The levels of the Rh4+ ion span three decades in energy and two in size. The 1s level lies near −23 keV at a mean distance of 0.03 bohr from the nucleus, the filled 4d level near −56 eV at 1.3 bohr, and the empty 4f level near −19 eV at 2.7 bohr (a bohr is about 0.53 Å). These three rows carry most of what follows. All rows come from one scalar-relativistic, spin-polarised LDA calculation of the isolated ion, whose 41 electrons fill the krypton core and put five electrons of parallel spin into 4d. This is the high-spin d⁵ filling of the free ion, not the low-spin state usual for Rh(IV) in an octahedral site; there is no ligand field.

Quantum ESPRESSO 7.5 (ld1.x), all-electron scalar-relativistic Kohn-Sham calculation of the isolated Rh4+ ion, [Kr] 4d⁵ with all five 4d electrons spin-up. Spin-polarised LDA (Slater exchange, Perdew-Zunger correlation), spherical densities and a point nucleus. Eigenvalues are negative for bound levels.

```
  level  level filled  eigenvalue (eV)  mean radius (bohr)  mean inverse radius (1/bohr)
  1s up           yes           -23063             0.03266                         47.00
1s down           yes           -23063             0.03266                         47.00
  2s up           yes          -3391.6              0.1421                         10.64
2s down           yes          -3390.7              0.1421                         10.64
  2p up           yes          -3047.2              0.1238                         10.31
2p down           yes          -3046.5              0.1238                         10.31
  3s up           yes          -650.11              0.3914                         3.705
3s down           yes          -649.45              0.3912                         3.706
  3p up           yes          -536.96              0.3910                         3.532
3p down           yes          -536.25              0.3908                         3.532
  3d up           yes          -355.60              0.3705                         3.307
3d down           yes          -354.65              0.3702                         3.308
  4s up           yes          -136.54              0.9667                         1.423
4s down           yes          -132.69              0.9640                         1.429
  4p up           yes          -103.88               1.052                         1.286
4p down           yes          -99.910               1.050                         1.291
  4d up           yes          -56.300               1.302                         1.011
4d down            no          -52.372               1.315                         1.005
  5s up            no          -41.667               2.254                        0.5837
5s down            no          -39.407               2.316                        0.5648
  5p up            no          -33.168               2.550                        0.5149
5p down            no          -31.402               2.637                        0.4939
  5d up            no          -21.349               3.339                        0.3987
5d down            no          -20.423               3.484                        0.3801
  4f up            no          -19.063               2.662                        0.4637
4f down            no          -17.273               3.026                        0.4070
```

Each level is named by its shell nl and its spin, up being the direction of the five 4d electrons. The eigenvalue ε is the Kohn-Sham orbital energy, the mean radius is <r> and the mean inverse radius is <1/r>, both averaged over that orbital. Formulas are in atomic units (1 hartree = 27.211 eV).

Within one shell, which level is deeper and which is larger? A one-electron ion of charge Z has

ε = −Z²/(2n²),  <r> = [3n² − l(l+1)]/(2Z),  <1/r> = Z/n²

so its energy does not depend on l, and the orbital of higher l is the smaller one. In the table the energy rises with l in every shell and for both spins; for up spin the n = 4 shell runs −136.54, −103.88, −56.300 and −19.063 eV from s to f. The cause is penetration. The centrifugal term l(l+1)/(2r²) keeps an orbital of high l away from the nucleus, while an s orbital has inner lobes inside the other shells, where the nuclear charge is little screened. The sizes follow two rules. For n = 2 and n = 3 the hydrogenic order survives, with 2p inside 2s and 3d inside 3p inside 3s, though 3s and 3p are nearly equal. For n = 4 and n = 5 the order is reversed, and 4s, 4p, 4d and 4f grow in that sequence. Deep shells see a charge so large that its change with l is a modest fraction, and the −l(l+1) term wins. In the outer shells the loss of penetration costs a large part of the charge and outweighs that term. The relativistic contraction of s and p orbitals pushes in the same direction.

How can the mean inverse radius of 1s be 47.00 per bohr when the nucleus has only 45 protons? Without relativity the bare nucleus gives <1/r> = 45, and screening can only lower it. The excess is relativistic. For the 1s state of the Dirac equation,

γ = √(1 − (Zα)²),  <1/r> = Z/γ,  <r> = (2γ + 1)/(2Z)

where α is the fine-structure constant. The scalar-relativistic equation drops only the spin-orbit term, which vanishes for l = 0, so these forms apply. With Zα = 0.3284, γ is 0.9445 and the bare value is 47.64 per bohr. The table lies below 47.64, as a screened orbital must, and above 45 because at this nuclear charge the relativistic gain exceeds the loss to screening. Solving Z/γ = 47.00 for Z gives an effective charge of 44.46, and solving the radius formula for 0.03266 bohr gives 44.28. The two differ by much more than the rounding allows, which is about 0.01. The orbital is therefore not exactly hydrogenic: screening grows with distance, and <r> weights the outer part of the orbital more than <1/r> does. Relativity is an ingredient of the calculation, so this agreement shows that the row is understood and is no test of relativity.

If the shape of 1s is that of a charge above 44, why is its energy 5274 eV shallower than the bare Dirac value? By Gauss's law a spherical shell of charge exerts no force inside itself, but it raises the potential there by a constant, one unit of 1/r for each electron at radius r. Outer electrons thus lift the eigenvalue of an inner orbital and leave its shape alone. This gives a sum with no fitted parameter:

ε(1s) ≈ (γ − 1)/α² + 5Z/8 + Σ N<1/r>

The first term is the bare Dirac energy, −28337 eV, which is 786 eV below the non-relativistic −Z²/2. The second is the repulsion of the other 1s electron in a hydrogenic orbital, 5 × 45/8 hartree or 765 eV. The third runs over the 39 outer electrons, N in each filled level, with <1/r> taken from the table. The n = 2 shell gives 2 × 10.64 + 6 × 10.31 = 83.14, and the same sums for n = 3 and n = 4 give 61.68 and 15.64, together 160.46 hartree or 4366 eV. Then

−28337 + 765 + 4366 = −23206 eV

against −23063 eV in the table. The table is 143 eV higher, 0.62% of the eigenvalue, and far outside the rounding of 0.5 eV. The sign of this remainder is informative. Outer s and p electrons spend some time inside the 1s orbital, where they repel less than 1/r says, and exchange with them lowers the level as well; both neglected effects would put the true value below the sum. Something must push the other way. The relativistic contraction of the 1s pair does so by a few per cent of the 765 eV, and theory names a larger cause, the self-interaction of LDA. The Hartree potential includes the repulsion of the 1s electron with itself, another 5Z/8, and for a hydrogenic 1s density the local exchange potential removes only about 0.36 Z of it. About a quarter of Z hartree is left, a few hundred eV. The closeness of the sum therefore rests in part on a cancellation between errors larger than the remainder, and the numbers cannot divide the remainder among them.

A similar mismatch between energy and size is found further out. In each of the thirteen shells, the charge obtained from the up-spin energy by the non-relativistic formula is smaller than the charges obtained from either radius. For 4d up the energy gives 8.1 and the mean radius 16.1. No shell lies beyond 4d, but the thirteen electrons of n = 4 share one region, and each is partly outside the others. Charge outside an orbital changes its energy more than its size, so a single effective charge cannot serve for both. The levels from 5s outward have little charge outside them; there the mismatch comes mainly from putting the integer n into formulas for a pure 1/r potential, which that of the ion is not.

Which levels does the spin of the 4d shell split, and by how much? Both spins feel the same nuclear and Hartree potential and differ only in the exchange-correlation potential. With total density ρ and local polarisation ζ = (ρ↑ − ρ↓)/ρ, local exchange gives v = −(6ρσ/π)^(1/3) for spin density ρσ, so that

v↓ − v↑ = (3ρ/π)^(1/3) [(1 + ζ)^(1/3) − (1 − ζ)^(1/3)] ≈ (2/3) ζ (3ρ/π)^(1/3)

and correlation reduces this somewhat. To first order the splitting, ε(down) − ε(up), is this difference averaged over the orbital's density. Nothing in the expression asks whether the orbital itself carries spin, only where it is. The table agrees. The 4d splitting is 3.93 eV, and the filled 4s and 4p shells, which hold equal numbers of up and down electrons, split by 3.85 and 3.97 eV, because their mean radii near 1 bohr put them in the region of the 4d spin density. In the shells with n = 2 and n = 3 the splitting is below 1 eV, since a dense paired core makes ζ small.

Outward from 4d the splitting falls, through 2.26 eV for 5s to 0.93 eV for 5d, with one exception: 4f at 1.79 eV is slightly above 5p at 1.77 eV although its mean radius is larger. A straight-line least-squares fit of the logarithm of the splitting against the up-spin mean radius, over 4d, 5s, 5p, 4f and 5d, gives a decay constant of 0.69 per bohr and meets all five within 10% of their values. It is a description only. The tail of the 4d density falls as exp(−2κr) with κ = √(2|ε|), so its cube root falls with 2κ/3 = 1.36 per bohr, twice the fitted constant. The misfit is expected, because a broad orbital collects its splitting from the inner part that overlaps the 4d shell and not from the point r = <r>. The 4f level splits nearly twice as much as 5d, and its smaller radius is a plausible main reason, though the fit alone cannot show it.

Inward the fall is not steady. With the additional digits of the same calculation, 2s splits by 0.936 eV and 3s by only 0.657 eV, although 3s is nearer to 4d. The 4d orbital has one radial node, which orthogonality to 3d places in the region of the n = 3 shell, so the spin density is thin in part of that shell. How much of it an orbital meets depends on its shape as well as its mean radius, and 3d, at almost the same radius as 3s, splits by 0.95 eV. The polarisation of the filled shells also contributes spin density of either sign in the core, and a local functional need not describe such small differences well.

Which spin has the larger orbital? The up electrons feel an extra attraction concentrated in the 4d region, and an orbital deforms toward an added well. Orbitals inside the well should be drawn outward and those outside drawn inward. The signs in the table fit this argument. The up orbital is larger for 3s through 4p, most clearly for 4s, 0.9667 against 0.9640 bohr or 0.28%; for 2s and 2p the extra digits show the same sign at about 0.01%, and for 1s at a few parts per million. This is core polarisation: a filled shell has no net spin but a spin density that is positive outside and negative inside. From 4d onward the up orbital is the smaller, by 1% for 4d and by 2.7 to 4.2% for 5s, 5p and 5d, relative to the down radius. The 4f level stands apart with 12%, although its splitting nearly equals that of 5p, which contracts by 3.3%. Standard theory accounts for the softness. For l = 3 the centrifugal term cancels much of the attraction over a wide range of r, the effective well is flat, and no inner f orbital exists to which 4f must stay orthogonal. A small added attraction then moves it far. The same sensitivity, carried further, is the collapse of 4f into the core in heavier elements.

Why is 4f higher in energy than 5d and yet smaller? For up spin it lies 2.29 eV above 5d and 0.677 bohr inside it, and the down levels show the same order. Far from the ion the LDA potential is −z/r with z = 4, since the Hartree term counts all 41 electrons and local exchange dies with the density. An orbital that lives mostly in such a tail can be treated by the quantum-defect picture, in which an effective quantum number n* is read from the energy and put into the hydrogenic radius:

n*² = z²/(2|ε|),  <r> ≈ [3n*² − l(l+1)]/(2z)

Nothing is fitted. With half a hartree equal to 13.606 eV, 4f up has n*² = 16 × 13.606/19.063 = 11.42 and <r> = (34.26 − 12)/8 = 2.78 bohr, 4.5% above the table's 2.662. For 5d up, n*² = 16 × 13.606/21.349 = 10.20 and <r> = (30.59 − 6)/8 = 3.07 bohr, 7.9% below the table's 3.339. The weaker binding adds 3.67 to the bracket for 4f, and the larger l takes away 6. At similar energy an orbital of high l is nearly circular, while one of lower l swings out to a more distant turning point. The formula gets the reversal but makes it 0.29 bohr, less than half of what the table has. The 4f level is not a spectator outside the ion either. A hydrogenic 4f at charge 4 would have −13.61 eV and 4.50 bohr; the quantum defect n − n* of 0.62 shows that it enters the electron cloud, whose density falls to 0.001 per cubic bohr only at 2.96 bohr.

The picture is coarse. Over the nine empty levels the root-mean-square error relative to the table's radii is 15.8% for z = 4, and 30.1% for z = 5, the tail that a filled level would see without self-interaction. The choice z = 4 is better for both 5d and both 4f rows by a wide margin, but for 5s and 5p the two charges err in opposite directions by similar amounts, and z = 5 is the closer for 5s up and marginally for 5p up. These orbitals have mean radii inside the cloud and see a charge above 4. The worst row is 4d down, 38.5% too small with z = 4. It lies mostly within the ion and its n* of 2.04 barely exceeds l, so the formula is outside its range, and the 2.5% agreement that z = 5 gives there is best taken as an accident.

What would change with the element or the settings? One more proton at fixed electron number shifts each level, to first order with frozen orbitals, by −<1/r> hartree: −1279 eV for 1s and −27.5 eV for 4d up. Both real shifts should be smaller, since the other shells contract and raise the potential within them. An empty outer orbital also contracts itself, which lowers it further, most of all the soft 4f, so the frozen estimate is only a guide there. It favours 4f over 5d by 0.4637 − 0.3987 = 0.0650 hartree, about 1.8 eV per proton, against a gap of 2.29 eV. The extrapolation suggests that 4f drops below 5d within a step or two along the series of 41-electron ions; it is first order and no more. The 4d splitting amounts to 0.786 eV per unpaired electron. If it is proportional to the spin, as the linear form in ζ implies and one calculation cannot show, a d⁶ ion with four unpaired electrons would have about 3 eV and a low-spin d⁵ ion under 1 eV. Without spin polarisation ζ is zero and every pair of rows merges. Spin-orbit coupling would split the p and d levels of the core, and for 2p far more than spin polarisation does. The hydrogenic splitting Z⁴α²/[2n³l(l+1)] is Z⁴α²/32 hartree for 2p, and with Z = 41.2 from n²<1/r> it comes to roughly 130 eV, some two orders of magnitude above the 0.74 eV spin splitting. The p and d rows of the core are averages over the j levels that a spectrum shows.

Which digits can be trusted? As arithmetic, the eigenvalues have five figures, so a splitting formed from two rows is good to 0.001 eV for 4d, 0.01 eV for 4s, 0.1 eV for 2s and 1 eV for 1s. The equal 1s entries therefore do not show a zero splitting; the longer figures give about 0.02 eV, in their last digit. As physics, far fewer digits survive. The 1s level lacks the Breit and QED terms, of the rough order of tens of eV at this Z, and carries the self-interaction of a few hundred eV argued above, so its first two figures, 23 keV, are what should be compared with an X-ray edge. Self-interaction likewise leaves 4d up shallower than the energy needed to remove that electron. The empty rows are states of the unchanged potential of the 4+ ion, with no response to the electron that would occupy them, and are not electron affinities. The 3.93 eV from 4d up to 4d down is an exchange splitting of that potential. It is not a Hubbard U, which measures the cost of changing the number of d electrons, nor an optical gap, since a spin flip within d⁵ leads to separate terms that a spherical density does not resolve.
